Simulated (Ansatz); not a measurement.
Redistribution: SiH2(SiH3)F + SiH2(CH3)(NH2) → SiH2(NH2)(SiH3) + SiH2(CH3)F

Species: SiH2(SiH3)F, singlet; SiH2(CH3)(NH2), singlet; SiH2(NH2)(SiH3), singlet; SiH2(CH3)F, singlet. The partners trade F for NH2; both sit on Si, so the bond types are kept.

Shapes, held fixed at every level: PBE0-D4/def2-TZVP. Flexible molecules stand in one conformer, not always the lowest. Programs: Ansatz 0.2.0. Electronic energies: no zero-point or thermal term.

(1) Estimate ΔE of this reaction.

## Answers

(1) The highest level, CCSD(T)/CBS estimate, gives ΔE = -9.8 kJ/mol; the levels span -11.5 to -9.0. The column of differences is taken from that level and isn't an error. No measured value is set beside it here. The CBS estimate extrapolates MP2 from def2-TZVPP and def2-QZVPP and adds CCSD(T) − MP2 in the triple-zeta set, cores frozen.

| level | kind | ΔE (kJ/mol) | less CCSD(T)/CBS estimate |
| --- | --- | --- | --- |
| HF/def2-SVP | Hartree–Fock | -11.5 | -1.7 |
| HF/def2-TZVPP | Hartree–Fock | -9.0 | +0.8 |
| PBE-D4/def2-TZVPP | GGA | -9.9 | -0.1 |
| r2SCAN-D4/def2-TZVPP | meta-GGA | -10.5 | -0.7 |
| BHLYP-D4/def2-TZVPP | global hybrid | -10.1 | -0.3 |
| B2PLYP/def2-TZVPP | double hybrid | -9.5 | +0.3 |
| CCSD(T)/CBS estimate | coupled cluster or CI | -9.8 | 0.0 |

The exchange is mildly downhill at every level: fluorine favours the silicon that carries methyl, and amide the one that carries silyl. Electronegativity offers a likely reason. Carbon draws charge from silicon, whereas a silyl group hardly does, so the methyl-bearing centre is more positive and favours the more polar Si–F bond over Si–N. Donation from the nitrogen lone pair into the low-lying Si–Si σ* orbital may add to the preference on the product side.

Because the bond types are kept, most of the correlation energy cancels, and Hartree–Fock in the triple-zeta basis already comes within 0.8 kJ/mol of the coupled-cluster value. Going from the small to the larger basis at Hartree–Fock shifts the result by more than the whole spread among the triple-zeta methods, probably because the lone pairs and polar bonds of fluorine and nitrogen need the more flexible functions. The reaction energy fixes only the difference between two substituent preferences, not the strength of any single Si–F or Si–N bond.
